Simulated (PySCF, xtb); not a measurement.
Isomers of C3H4F2 in order of energy

3 gas-phase structures of C3H4F2, from a drawn sample of its isomers (lower ones may exist). Each was relaxed with GFN2-xTB:

A. `F[C@@H]1C[C@@H]1F`, a singlet
B. `FC1(F)CC1`, a singlet
C. `F[C@@H]1C[C@H]1F`, a singlet

Question: Make a reasoned guess at their ranking by r2SCAN-D4/def2-SVP single-point energy.

Answer: Calculated order at r2SCAN-D4/def2-SVP: B (0.0), C (38.8), A (50.3) kJ/mol.

Energies above the lowest of each column, in kJ/mol; the last columns are at PBE0-D4/def2-SVP geometries:

```json
{"structure": "B", "GFN2-xTB": "0.0", "HF/STO-3G": "0.0", "r2SCAN-D4/def2-SVP": "0.0", "PBE0-D4/def2-SVP": "0.0", "CCSD(T)/def2-SVP + ΔMP2/def2-TZVPP": "0.0"}
{"structure": "C", "GFN2-xTB": "13.9", "HF/STO-3G": "33.1", "r2SCAN-D4/def2-SVP": "38.8", "PBE0-D4/def2-SVP": "37.1", "CCSD(T)/def2-SVP + ΔMP2/def2-TZVPP": "32.9"}
{"structure": "A", "GFN2-xTB": "28.3", "HF/STO-3G": "38.5", "r2SCAN-D4/def2-SVP": "50.3", "PBE0-D4/def2-SVP": "48.7", "CCSD(T)/def2-SVP + ΔMP2/def2-TZVPP": "44.0"}
```

Every level run on B puts it lowest or level with the lowest. ΔMP2 is the change of the MP2 energy from the smaller to the larger basis.

Programs: PySCF 2.14.0, xtb 6.7.1.

Placing both fluorines on one carbon is clearly favoured: 1,1-difluorocyclopropane (B) lies below the trans-1,2 isomer (C), with the cis-1,2 isomer (A) highest at every level. The main reason is probably the geminal anomeric effect, in which a lone pair on one fluorine donates into the σ* orbital of the other C–F bond, strengthening and shortening both. Fluorination at a single carbon is known to increase cyclopropane's ring strain, so this stabilisation evidently outweighs that penalty.

Between the vicinal isomers, the ring holds the cis C–F bonds nearly eclipsed on the same face, where their dipoles and fluorine lone pairs repel. The trans arrangement relieves this, and the small gauche-type preference seen in open-chain 1,2-difluorides does not reverse the order.

The ranking is robust, but the size of the geminal preference is not: GFN2-xTB puts C only 13.9 kJ/mol above B, against 32.9 kJ/mol with coupled cluster. These energy differences say nothing about how readily the isomers interconvert, which would require breaking ring or C–F bonds.
